# Deconstruction against roughening on missing-row fcc(110)

A missing-row (110) surface can lose two kinds of order on heating: the (1×2) registry of its rows, and its flatness. I want to show which goes first and how the half-order diffraction peak records it. The clock-step picture I use goes back to den Nijs (1992).

## Premises

1. Atoms sit on fcc sites with lattice constant $a$. The axis $x$ is [001], and $y$ is $[1\bar10]$, the close-packed row, with spacing $a_y=a/\sqrt2$. Layers are $d=a/(2\sqrt2)$ apart, each displaced by $a/2$ along $x$ and $a_y/2$ along $y$.
2. The ground state is the flat (1×2) phase, and roughening proceeds by monatomic steps.
3. Line defects run along $y$. Their energies $E$ are excesses over the (1×2) phase per segment $a_y$, at fixed projected area and bulk chemical potential.
4. Kinks are costly, so $z=e^{-K/k_BT}\ll1$.

## The clock variable

Walk along $+x$ in moves of $a/2$. Each move goes up or down by $d$. The slope $d/(a/2)=1/\sqrt2$, or $35.26^\circ$, is that of a {111} microfacet. Write $U_\ell$ and $D_\ell$ for $\ell$ successive moves up or down. The (1×2) phase is $D_2U_2$ repeated, with period $2a$.

Let $x_0$ be the position of a top row modulo $2a$ and $h$ its level in units of $d$, and define $\theta=\pi x_0/a$. Rows in even layers lie at integer multiples of $a$, and rows in odd layers at half-integer multiples. So $\theta\in\{0,\pi\}$ for even $h$, $\theta\in\{\pi/2,3\pi/2\}$ for odd $h$, and
$$e^{2i\theta}=(-1)^h .$$
This is a four-state clock locked to the parity of the height. Now change one facet by one move. The next top row arrives one move late or early, and one level higher or lower:

| sequence | $\Delta h$ | $\Delta x_0$ | $\Delta\theta$ | name |
|---|---|---|---|---|
| $D_2U_3$ | $+1$ | $+a/2$ | $+\pi/2$ | long up step |
| $D_3U_2$ | $-1$ | $+a/2$ | $+\pi/2$ | long down step |
| $D_1U_2$ | $+1$ | $-a/2$ | $-\pi/2$ | short up step |
| $D_2U_1$ | $-1$ | $-a/2$ | $-\pi/2$ | short down step |
| $D_3U_3$ | $0$ | $+a$ | $\pi$ | (1×3) wall |
| $D_1U_1$ | $0$ | $-a$ | $\pi$ | (1×1) wall |

I let $\theta$ run as on a clock face and call long steps clockwise (c) and short steps anticlockwise (a), always for crossing towards $+x$. The mirror $x\to-x$ turns a long up step into a long down step, so these have equal energy. No symmetry relates long to short, so $E_c\ne E_a$: the clock is chiral. The wall $D_3U_3$ is the member $n=0$ of the family $D_3(U_2D_2)^nU_3$, a down and an up step of the same sense, $n$ cells apart. A flat wall is therefore a step pair in contact.

**Question.** Is an island edge then all of the cheap kind?

**Answer.** No. Crossing an island must return $\theta$, so one side is long and the other short, and the pair costs $E_c+E_a$. A wall loop may be (1×3) on both sides, since $\pi+\pi=2\pi$, but then a top row ends at each tip of the loop, which is a dislocation.

From here on $E_s$ is the cheaper step energy and $E_w$ the energy of the wall built from two such steps. I take them long; for short ones only the sign of the peak shift changes.

## Deconstruction cannot come after roughening

Let $f_s(T)$ and $f_w(T)$ be the free energies per $a_y$ of the interfaces $(\Delta h,\Delta\theta)=(\pm1,+\pi/2)$ and $(0,\pi)$. The ordered flat phase exists while all such tensions are positive. Two steps far apart are an admissible configuration of the $\pi$ interface, so
$$f_w=2f_s-b,\qquad b\ge0 .$$
The step tension vanishes at the roughening temperature $T_R$ at the latest, and $f_w\le2f_s$ then vanishes too, so $T_D\le T_R$. If the pair is bound when $f_w$ reaches zero, then $f_s(T_D)=b/2>0$. Levels $h$ and $h+1$ are still separated by a finite tension, the surface is still flat, and $T_D<T_R$ strictly. Everything turns on whether $b$ survives up to $T_D$.

## Binding of the pair

Take one step first. Between successive segments it moves by $m$ cells of width $2a$ at cost $|m|K_s$. The sum per segment is $\sum_m z^{|m|}=(1+z)/(1-z)$, so
$$f_s=E_s-k_BT\ln\frac{1+z}{1-z}=E_s-2t+O(k_BTz^3),\qquad t=k_BT\,e^{-K_s/k_BT}.$$
To first order in $z$ the operator $-k_BT\ln(\text{transfer matrix})$ is a hopping Hamiltonian with amplitude $-t$, and the free energy is its lowest eigenvalue.

For two steps use the separation $n\ge0$; they do not cross. The lowest state has zero total momentum. Either step can change $n$ by one, so the amplitude is $-2t$. At contact the pair gains $U=2E_s-E_w$. The closed wall may also kink as a whole at cost $K_w$, with amplitude $t_w=\kappa t$ and $\kappa=e^{(K_s-K_w)/k_BT}$, which at zero momentum lowers the site $n=0$ by $2t_w$. With $U'=U+2\kappa t$ and $\epsilon=f_w-2E_s$,
$$\epsilon\psi_n=-2t(\psi_{n+1}+\psi_{n-1})\quad(n\ge1),\qquad \epsilon\psi_0=-U'\psi_0-2t\psi_1 .$$
Try $\psi_n=\lambda^n$. The first equation gives $\epsilon=-2t(\lambda+1/\lambda)$, the second $\epsilon=-U'-2t\lambda$. Equating them gives $\lambda=2t/U'$, which is normalisable only for $U'>2t$. Then
$$f_w=2E_s-U'-\frac{4t^2}{U'},\qquad b=2f_s-f_w=\frac{(U'-2t)^2}{U'} .$$
For $U'\le2t$ the lowest state is the band edge $\epsilon=-4t$, and $b=0$. The weight of separation $n$ is $\psi_n^2$, so the mean width is $\langle n\rangle=\lambda^2/(1-\lambda^2)$. At $T=0$ both $t$ and $t_w$ vanish, $b=U$, and the wall is bound exactly when $E_w<2E_s$.

Now the order of events. Define $T^*$ by $f_s=0$, that is $2t(T^*)=E_s$. Both $t$ and $t_w$ rise with $T$. They multiply non-positive matrix elements and the ground state has no node, so $f_w$ falls monotonically. If the pair is bound at $T^*$, then $f_w(T^*)=-b<0$, and $f_w$ crossed zero at some $T_D<T^*$, where $f_s>0$. If it is unbound at $T^*$, then $f_w(T^*)=0$, and a monotonic fall allows no earlier zero. The condition is thus $U'>2t$ at $T^*$, or $2E_s-E_w+\kappa^*E_s>E_s$:
$$E_w<(1+\kappa^*)\,E_s,\qquad \kappa^*=e^{(K_s-K_w)/k_BT^*}.$$
For equal kink energies $\kappa=1$, so $U'-2t=U$ at every temperature, and the criterion is $E_w<2E_s$. In that case $f_w=0$ reads $(U+2t)(E_w-2t)=4t^2$, with positive root
$$2t_D=\tfrac14\Big[E_w-U+\sqrt{(E_w-U)^2+8UE_w}\Big].$$

**Question.** So $E_w<2E_s$ alone does not decide the matter?

**Answer.** It decides whether the wall exists as an object at zero temperature. If the wall can wander only by opening, $\kappa\to0$, the two free steps win entropy, the pair unbinds at $2t=U$, and a separate deconstruction needs $E_w<E_s$. The factor two belongs to walls that kink as easily as steps.

## Why the first transition is Ising

Take $\psi=\langle e^{i\theta}\rangle=\phi_1+i\phi_2$. Chirality permits the gradient term $iw(\psi^*\partial_x\psi-\psi\,\partial_x\psi^*)=-2w(\phi_1\partial_x\phi_2-\phi_2\partial_x\phi_1)$, because the mirror reverses $\theta$ and $\partial_x$ together. On a flat surface with even $h$ the odd levels are minority patches, so $\phi_2$ stays massive, with cost $\tfrac12r_2\phi_2^2$. Integration by parts turns the chiral term into $4w\phi_2\,\partial_x\phi_1$, and minimising over $\phi_2$ leaves $-(8w^2/r_2)(\partial_x\phi_1)^2$. This only softens the stiffness. While the stiffness stays positive, one real field remains, and translation by $a$ sends $\phi_1\to-\phi_1$. That is the two-dimensional Ising class.

The wall picture agrees. Non-crossing walls are free fermions with energy $E_w$ and hopping $t_w$, where for a composite wall these are effective values. Dislocations create neighbouring pairs with amplitude $\Delta$. With $k$ the wave number per cell and $\xi_k=E_w-2t_w\cos k$, the Bogoliubov matrix has diagonal $\pm\xi_k$ and off-diagonal $\pm2i\Delta\sin k$, so
$$\varepsilon_k=\sqrt{(E_w-2t_w\cos k)^2+4\Delta^2\sin^2k}.$$
The gap at $k=0$ is $|E_w-2t_w|$. It closes at $f_w=0$ whatever $\Delta$ is, and linearly in $T-T_D$, so for $\Delta\neq0$ the correlation length has $\nu=1$. For $\Delta=t_w$ the model is the rectangular Ising lattice with broken-bond energies $E_w$ and $K_w$, for which I quote the exact Onsager–Yang order parameter,
$$m=\Big[1-\big(\sinh\tfrac{E_w}{k_BT}\,\sinh\tfrac{K_w}{k_BT}\big)^{-2}\Big]^{1/8}.$$
Its zero is the single-line condition: $e^{E_w/k_BT}=\coth(K_w/2k_BT)$ is the same as $\sinh\cdot\sinh=1$. For $E_w\ll k_BT\ll K_w$ the product becomes $E_w/2t_w$, so $m=[1-(2t_w/E_w)^2]^{1/8}$. The bracket vanishes linearly at $T_D$. Hence $\beta=1/8$, and the half-order Bragg intensity $m^2$ falls as $(T_D-T)^{1/4}$.

## Why the second is Kosterlitz–Thouless

Above $T_D$ the registry has a finite correlation length and can be summed out. The lattice translation $h\to h+1$ then requires a potential of period one. After rescaling $x$ and $y$ to isotropy, with $G$ the geometric mean of the two dimensionless stiffnesses,
$$\frac{H}{k_BT}=\int d^2r\Big[\tfrac12G(\nabla h)^2-g\cos2\pi h\Big].$$
At $g=0$, with a cutoff factor $e^{-q\ell}$,
$$\langle[h(r)-h(0)]^2\rangle=\frac1{\pi G}\int_0^\infty\!\frac{dq}{q}\,[1-J_0(qr)]\,e^{-q\ell}=\frac1{\pi G}\ln\frac{\ell+\sqrt{\ell^2+r^2}}{2\ell}.$$
A Gaussian average gives $\langle e^{2\pi i[h(r)-h(0)]}\rangle\propto r^{-2\pi/G}$, so the cosine has scaling dimension $\pi/G$ and is marginal at $G=\pi/2$. At $T_R$ the height correlation is therefore $(2/\pi^2)\ln r$. Put $\delta=2-\pi/G$. The dimension gives $dg/dl=\delta g$. At second order the pinning stiffens the surface, the standard flow being $d\delta/dl=g^2$ for suitably normalised $g$. Then $C=g^2-\delta^2$ is conserved, and $C\propto T_R-T$ near the transition. On the flat side $d\delta/dl=\delta^2+C$ runs away after $l^*\simeq\int_{-\infty}^{\infty}d\delta/(\delta^2+C)=\pi/\sqrt C$. The correlation length grows as $e^{\pi/\sqrt C}$ and the step free energy vanishes as its inverse.

## The half-order peak

Take $q_y=0$ and $q_zd$ a multiple of $2\pi$, so that heights are invisible. The row modulation is $A(x)=e^{i[Q_0x-\theta(x)]}$ with $Q_0=\pi/a$, where $\theta(x)$ is followed continuously. Let $\rho_c,\rho_a$ be steps per unit length along $x$, a wall counting as two. A length $L$ with $N$ top rows obeys $L=2aN+(a/2)(N_c-N_a)$, so the mean wave number $2\pi N/L$ is exactly
$$\bar Q=Q_0-\frac\pi2(\rho_c-\rho_a).$$
The peak itself is set by $\langle A(x)A^*(0)\rangle=e^{iQ_0x}\langle e^{-i\Theta}\rangle$, with $\Theta=\theta(x)-\theta(0)$. In a disordered phase the cumulants grow as $c_jx$, and where their series converges, $\langle e^{-i\Theta}\rangle\simeq e^{sx}$ with $s=\sum_j(-i)^jc_j/j!$. The line is centred at $Q_0+\mathrm{Im}\,s$ with half-width $-\mathrm{Re}\,s$:
$$Q-Q_0=-c_1+\frac{c_3}{6}-\dots,\qquad c_1=\frac\pi2(\rho_c-\rho_a).$$
The shift equals $-(\pi/2)(\rho_c-\rho_a)$ when the higher odd cumulants vanish, as for well-ordered step trains. For independent steps the numbers are Poissonian, $\langle e^{-i\alpha N}\rangle=\exp[\rho x(e^{-i\alpha}-1)]$, and $\alpha=\pm\pi/2$ gives $s=-(\rho_c+\rho_a)-i(\rho_c-\rho_a)$. The factor is then $\sin(\pi/2)=1$.

To interpolate, take clockwise steps with independent gamma-distributed spacings of order $p$ and mean $1/\rho$, whose Laplace transform is $(1+s/p\rho)^{-p}$. Summing over the number of steps crossed gives a geometric series with denominator $1-e^{-i\pi/2}(1+s/p\rho)^{-p}$. Its slowest pole is $s=p\rho\,(e^{-i\pi/2p}-1)$. The shift is $-p\rho\sin(\pi/2p)$ and the ratio of its size to the half-width is $\cot(\pi/4p)$.

| $p$ | $\lvert\text{shift}\rvert/\rho$ | $\lvert\text{shift}\rvert$/half-width |
|---|---|---|
| 1 | 1.000 | 1.000 |
| 2 | 1.414 | 2.414 |
| 4 | 1.531 | 5.027 |
| $\infty$ | 1.571 | $\infty$ |

For $p>1$ the residue is complex and skews the line somewhat. The ratio in the last column tells which factor converts a shift into a density.

**Question.** What do tightly bound walls do to the peak?

**Answer.** For independent walls $\alpha=\pi$, so $s=-2\rho_w$. They broaden without shifting, though they change $\bar Q$ by $-\pi\rho_w$. Below $T_D$ long-range order pins the Bragg peak at $Q_0$ in any case. A shift therefore signals separated steps or mutually ordered walls.

**Question.** Can one tell steps from ordered walls?

**Answer.** Vary $q_z$. A step adds the phase $e^{\pm iq_zd}$. For independent steps, up or down at random, the shift becomes $-(\rho_c-\rho_a)\cos q_zd$. A narrow wall has $\Delta h=0$ and shows no such oscillation.

## Range of validity

The clock structure, $T_D\le T_R$ and the formula for $\bar Q$ need only the first three premises. The criterion needs more. It keeps first order in $z$ and $U/k_BT$, contact binding only with no elastic tail, and one wall species, leaving out the ridge $U_3D_3$ and the wall of opposite sense. It ignores the dressing of lines by thermal islands, which shifts $f_s$ by about $t^2/(E_c+E_a)$. If energies were simply additive over facets and edges, $D_3U_3$ would cost exactly two long steps and $U$ would vanish, so $U$ is a small interaction effect and real surfaces can lie near the border. $T^*$ is an auxiliary scale and is not $T_R$, which refers to steps on a deconstructed background. When the criterion fails, the single-line argument shows only that the wall and step tensions vanish together, and does not give the exponents. For small $\Delta$ the Ising window is narrow.

## Numbers for an Ir(110) model

The input $a\approx3.84\times10^{-10}$ m is typical for iridium and gives $a_y=2.715\times10^{-10}$ m, $d=1.358\times10^{-10}$ m and $Q_0=8.18\times10^{9}$ m$^{-1}$. The energies are assumed: $E_s=1.6\times10^{-21}$ J, $E_w=2.0\times10^{-21}$ J, $K_s=4.0\times10^{-20}$ J. They were chosen to put the transitions near $10^3$ K, the typical range for the missing-row phase of the neighbouring Pt(110), so the temperatures test nothing about iridium. Then $U=1.2\times10^{-21}$ J and $E_w/E_s=1.25$. Treating (1×3) as touching, non-interacting walls, its excess surface energy is $E_w/(3a\,a_y)=6.4\times10^{-3}$ J m$^{-2}$.

With $u=K_s/k_BT$ one has $ue^u=K_s/t$. At $T^*$, $ue^u=2K_s/E_s=50$, so $u=2.861$, $z=0.057$ and $T^*=1.01\times10^{3}$ K.

*Case $K_w=K_s$.* The quadratic gives $2t_D=1.314\times10^{-21}$ J, so $ue^u=60.9$, $u=3.008$ and $T_D=9.6\times10^{2}$ K. There $\lambda=0.52$, $\langle n\rangle=0.38$, $b=0.57\times10^{-21}$ J and $f_s=0.29\times10^{-21}$ J. The wall is narrow and the surface is flat when it deconstructs, and $T^*-T_D=5\times10^{1}$ K.

The neglected terms matter. At $T_D$, $z=0.049$ and $U/k_BT=0.090$. Since $d\ln t/d\ln T=1+u=4.01$, relative corrections of these sizes move $T_D$ by about 12 K and 22 K, up to nearly half the gap. Island dressing is about $0.04\times10^{-21}$ J for an assumed $E_a=1.0\times10^{-20}$ J, and $0.13\times10^{-21}$ J, about half of $f_s(T_D)$, if $E_a=E_c$. The model's sequence stands and its gap is known only roughly.

*Case $K_w=2K_s$.* Now $\kappa=z$, itself of the order neglected, and the threshold is $(1+\kappa^*)E_s=1.7\times10^{-21}$ J, below $E_w$. The pair unbinds where $2t(1-z)=U$, at $9.5\times10^{2}$ K, and no separate Ising transition occurs although $E_w<2E_s$.

For the peak assume one long step per ten cells, $\rho_c=1/20a=1.30\times10^{8}$ m$^{-1}$, and $\rho_a=0$. The model's shift is $-2.0\times10^{8}$ m$^{-1}$, or 2.5 % of $Q_0$, for ordered steps. For independent steps it is $-1.3\times10^{8}$ m$^{-1}$, or 1.6 %, with an equal half-width and lattice corrections of relative order $2a\rho_c=0.1$.

**Question.** Iridium is not a clean (1×2) surface. Does the model apply at all?

**Answer.** Only in a window. As typical knowledge, clean Ir(110) shows (1×3), (1×2) and (1×1) regions and {331} facets, depending on temperature and preparation. A stable (1×3) phase means $E_w\le0$, so the model's positive $E_w$ overstates the stability of (1×2), and the second premise fails there. An ideal {331} facet is $D_1U_2$ repeated, one level per three moves, with slope $1/(3\sqrt2)$ or $13.26^\circ$. It is a dense train of short steps, so short steps may be cheap as well, which favours the larger dressing estimate and leaves the sign of the shift open. For a (1×3) ground state the same counting gives $\theta=2\pi x_0/3a$ in steps of $\pi/3$, with $e^{3i\theta}=(-1)^h$. The flat phase then has three registries and a complex order parameter, the chiral gradient term acts on the critical field itself, and the problem becomes a chiral three-state one in place of the Ising one.